## Why does stretching this crystal release energy, and is it really getting stiffer as I pull?

I have a strain scan of zincblende TiB, in which only the length along z changes and the two sideways lengths stay fixed. I expected an energy minimum near zero strain, with a cost on either side.

Zincblende TiB (cubic a = 4.202 Å, not relaxed) is strained along z at fixed width and fractional coordinates. The calculations used Ansatz 0.2.0 with scalar-relativistic LDA, no spin polarisation, PBE PAW datasets, a 420 eV plane-wave cutoff, a 20×20×20 k mesh and 0.15 eV Gaussian smearing. Free energies are relative to zero strain; pressure is positive in compression.

```tsv
strain	energy change (meV/atom)	tensile stress along pattern (GPa)	pressure (GPa)
-0.06	393.3	-120.88	132.59
-0.045	289.9	-117.19	125.29
-0.03	189.9	-113.33	118.31
0	0.0	-105.28	105.28
0.015	-89.6	-101.12	99.19
0.03	-175.6	-96.86	93.35
0.045	-257.8	-92.51	87.75
0.06	-336.2	-88.10	82.39
```

Instead the energy runs downhill through the whole scan. Does that mean that the crystal is soft, or that it wants to pull itself apart? The stress puzzles me too. It changes more slowly than the pressure, yet its slope becomes steeper as I stretch, while the slope of the pressure becomes flatter. Can I use the slope as an elastic constant and call the structure stable?

### Answer

The falling energy does not show that the crystal is soft. The crystal is badly squeezed before you strain it, and the scan mostly records the release of that squeeze. The slope of the stress is a true stiffness for this one deformation, but it hides an instability. Both follow from the row at zero strain and the rows at strains of −0.03 and +0.03.

**The downhill energy**

At zero strain the pressure is 105 GPa. The "tensile stress along pattern" is equally large and negative, which means that the crystal pushes outward along z. The cell was not relaxed before the scan, and its Ti–B bonds of 1.82 Å are shorter than they would be if this cubic cell were free to expand.

A gas in a cylinder is a useful simpler system here. When the piston moves out, the gas does work and the energy stored in the cylinder falls, by pressure times the volume gained. For this cell that product is 61 meV per atom for each per cent of stretch, and the energies at strains of −0.03 and +0.03 give the same rate. The calculated energies and stresses therefore tell one consistent story.

The push weakens as the crystal expands, so the energy curve bends slightly. Squeezing by 6 % costs 393 meV per atom, while stretching by 6 % returns only 336. This modest asymmetry reflects the axial stiffness of the compressed cell, laid over a much larger pressure term. Every row is still compressed, so the scan contains neither an equilibrium length nor a breaking stress.

**Why the axial stress lags behind the pressure**

The gas analogy ends at the walls. A gas pushes equally on all of them, whereas this crystal, once strained, does not. The "pressure" column is the average of one axial and two equal sideways compressions, so the sideways value can be recovered. At a strain of +0.06 it is (3 × 82.39 − 88.10)/2 = 79.5 GPa, clearly below the axial 88.1 GPa.

The geometry of the bonds offers a simple reason. Each atom has four neighbours at the corners of a tetrahedron. Stretching along z turns all four bonds towards z, so that more of their push acts along z and less acts sideways. The axial compression still falls, because the bonds also become longer and push less, but it falls more slowly than the sideways one.

This can be made into a rule. Suppose that only these bonds push, each with a force F along its length r.

1. A bond that spans a distance z along the axis has an axial force component F·z/r.
2. Force times distance, summed over the four bonds of the two-atom cell, gives axial compression × cell volume = 4F·z²/r.
3. Sideways, the same sum gives 4F·x²/r, where x is the span in that direction.
4. In the ratio of the two, F, r and the volume cancel. Since x and z start equal and only z is strained, axial/sideways = (1 + strain)².

Take the last row as an example. The rule gives a ratio of 1.06² = 1.124. Together with the mean pressure of that row, this means an axial compression of 3 × 82.39 × 1.124/(2 + 1.124) = 88.9 GPa. The full calculation gives 88.1 GPa, while a crystal that behaved like the gas would show the mean, 82.4 GPa.

The rule has no adjustable constant, though it does take the pressure of each row from the calculation. It stays within about 1 GPa of the computed axial compression in every row, as the printed output below shows.

**The instability that the slope hides**

Call the loss of axial compression per unit of strain B11, and the loss of sideways compression B12. Near zero strain they are about 275 and 487 GPa. A cubic crystal under pressure needs B11 to be the larger of the two, or it can lower its energy by becoming longer along one axis and narrower along the others at constant volume. This cell fails that test by a wide margin.

The bond picture suggests why. At constant volume, making a cube longer or flatter lengthens all four tetrahedral bonds slightly: a 6 % stretch lengthens them by about 0.2 %. Bonds under tension would resist this, but squeezed bonds gain by it. For small strains the rule gives B11 − B12 = −2 × pressure, or −211 GPa, and the calculation gives −212 GPa.

Your scan doesn't reveal this because its stretch also changes the volume. Its slope is the bulk modulus, which is the resistance to a change of volume, plus two thirds of B11 − B12. That is 416 − (2/3) × 212 ≈ 275 GPa. The large resistance to volume change outweighs the negative part, and the sum looks healthy.

The close agreement does not establish that the bonds act alone. An attraction that depends only on volume would make B11 − B12 more negative, and a resistance to bending the bonds would make it less so. Such contributions could offset each other here.

**Does it really stiffen as you pull?**

For this one deformation it does: the axial slope rises at every step. The pressure behaves in the usual way: its slope flattens from 487 to 357 GPa between the first and last steps of the scan, because a less crowded crystal is easier to compress. The bond rule removes most of this flattening from the axial stress. As the crystal stretches, the axial direction carries a growing share of the pressure, so each further drop in pressure counts for more along z. At the same time, the turning of the bonds props up the axial push less and less, because there is less push left to redirect.

These effects nearly cancel the flattening, and the rule predicts an almost constant axial slope. The computed slope does more than that: it climbs from 246 to 294 GPa. The bond rule can therefore account for the absence of the normal softening, but not for the stiffening that takes its place. The rule puts the axial compression too high on both sides of zero strain, by 1.0 GPa at −0.06 and by 0.8 GPa at +0.06. A simple resistance to bond bending would make the rule too high on stretching but too low on squeezing, so it can't be the cause by itself. This scan doesn't show what is.

**What you can use**

Read 275 GPa as the axial stiffness of this cell at 105 GPa, with its sides held fixed. It is not the elastic constant of TiB at ambient pressure. For that you would first relax a realistic structure and then strain it. The absolute pressures also deserve some caution, since the LDA calculation used atomic datasets made for another functional, and their accuracy at such short bonds is untested.

For another strain scan, look first at the stress at zero strain. If it is far from zero, expect a sloping energy curve whatever the stiffness. If the crystal also has tetrahedral bonds under compression, compare the axial with the sideways stress before you call it stable. In a stable cubic crystal, an axis that you stretch slightly must end up pushing less than the sides; here it pushes more.

Printed output of the fit:

```
Compression along and across the axis in GPa:
     row  axial  sideways  axial/sideways  bond rule ratio  axial by bond rule  bond rule miss  volume-only miss
   -0.06  120.9     138.4          0.8731           0.8836               121.9           1.006             11.71
  -0.045  117.2     129.3          0.9061            0.912               117.7          0.5297               8.1
   -0.03  113.3     120.8          0.9382           0.9409               113.6          0.2249              4.98
     0.0  105.3     105.3               1                1               105.3       1.421e-14                 0
   0.015  101.1     98.22           1.029             1.03               101.2         0.04874             -1.93
    0.03  96.86     91.59           1.057            1.061               97.06          0.2046             -3.51
   0.045  92.51     85.37           1.084            1.092               92.97          0.4632             -4.76
    0.06   88.1     79.54           1.108            1.124               88.91          0.8103             -5.71
Energy in meV/atom and slopes in GPa since the row before:
     row  bond angle to axis (deg)  pressure work  with curvature  axial slope  pressure slope  bond rule slope
   -0.06                     56.39          365.6           394.3          n/a             n/a              n/a
  -0.045                     55.97          274.2           290.3          246           486.7            277.7
   -0.03                     55.55          182.8             190        257.3           465.3            277.7
     0.0                     54.74              0               0        268.3           434.3            275.8
   0.015                     54.33         -91.41          -89.62        277.3             406            274.1
    0.03                     53.93         -182.8          -175.7          284           389.3            273.6
   0.045                     53.54         -274.2          -258.1          290           373.3            272.8
    0.06                     53.15         -365.6            -337          294           357.3            270.9
Energy released per 0.01 strain from pressure times volume (meV/atom): 60.94
Energy released per 0.01 strain from the energies at -0.03 and +0.03 (meV/atom): 60.92
Linear part of the energy change at 0.06 strain (meV/atom): 364.8
Even part of the energy change at 0.06 strain (meV/atom): 28.55
Axial stiffness B11 from stresses at -0.03 and +0.03 (GPa): 274.5
Axial stiffness from energies at -0.03 and +0.03 (GPa): 274.5
Sideways coefficient B12 from stresses at -0.03 and +0.03 (GPa): 486.8
Bulk modulus at the starting cell (GPa): 416
B11 less B12 computed (GPa): -212.3
B11 less B12 by the bond rule, minus twice the pressure (GPa): -210.6
Bond lengthening by a 6 percent stretch at constant volume (percent): 0.1731
Largest miss of the bond rule in axial compression (GPa): 1.006
Largest miss of the volume-only picture in axial compression (GPa): 11.71
```
